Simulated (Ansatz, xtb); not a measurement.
## Loss of CH4: CH5BS → HBS + CH4

Species: CH5BS `BSC`, singlet; HBS `B=S`, singlet; CH4 (methane) `C`, singlet. 

Shapes, held fixed at every level: PBE0-D4/def2-TZVP. Programs: Ansatz 0.2.0, xtb 6.7.1. The zero-point and thermal change to 298 K, harmonic and unscaled (PBE0-D4/def2-TZVP), is -2.2 kJ/mol.

```tsv
level	kind	ΔH(298 K) (kJ/mol)	less CCSD(T)/CBS estimate	CPU time (sum over the molecules)
GFN0-xTB	semi-empirical	-78.0	-74.9	0.17 s
SPW92/def2-TZVPP	LDA	+40.2	+43.3	2.8 s
BHLYP-D4/def2-TZVPP	global hybrid	+8.3	+11.4	4.8 s
PBE0-D4/def2-TZVPP	global hybrid	+19.0	+22.1	4.6 s
wB97X-V/def2-TZVPP	range-separated hybrid	+15.5	+18.6	13 s
CCSD(T)/def2-SVP	coupled cluster or CI	-21.5	-18.4	3.3 s
CCSD/def2-SVP	coupled cluster or CI	-18.0	-14.9	–
CCSD(T)/CBS estimate	coupled cluster or CI	-3.1	0.0	76 s
```

The highest level, CCSD(T)/CBS estimate, gives ΔH(298 K) = -3.1 kJ/mol; the levels span -78.0 to +40.2. That is about zero within the method's error. They disagree on the sign: 4 of 8 are positive. GFN0-xTB strays far from the other rows. The column of differences is taken from that level and isn't an error. No measured value is set beside it here. The CBS estimate extrapolates MP2 from def2-TZVPP and def2-QZVPP and adds CCSD(T) − MP2 in the triple-zeta set, cores frozen. Times are processor times on shared x86 and Arm servers, and rough.

The near-balance at the highest level reflects an exchange of bonds: the B–H and S–C σ bonds are lost, while a strong C–H bond and additional B–S π bonding are gained. The π gain is only partial, because sulfur already donates a lone pair into the empty boron p orbital of the reactant. In linear HBS this donation is stronger and gives the B–S link considerable triple-bond character, more than the drawn double bond implies.

All four density functionals place the products too high relative to the coupled-cluster reference, LDA most of all, probably because its overbinding favours the intact molecule. In the small basis, triples shift the balance only modestly towards the products, from -18.0 to -21.5 kJ/mol. The much less negative CBS value therefore suggests that basis-set incompleteness is the larger problem there.

Since one molecule becomes two, entropy should favour elimination in the dilute gas, but the reaction enthalpy says nothing about the barrier to hydrogen transfer and S–C cleavage.
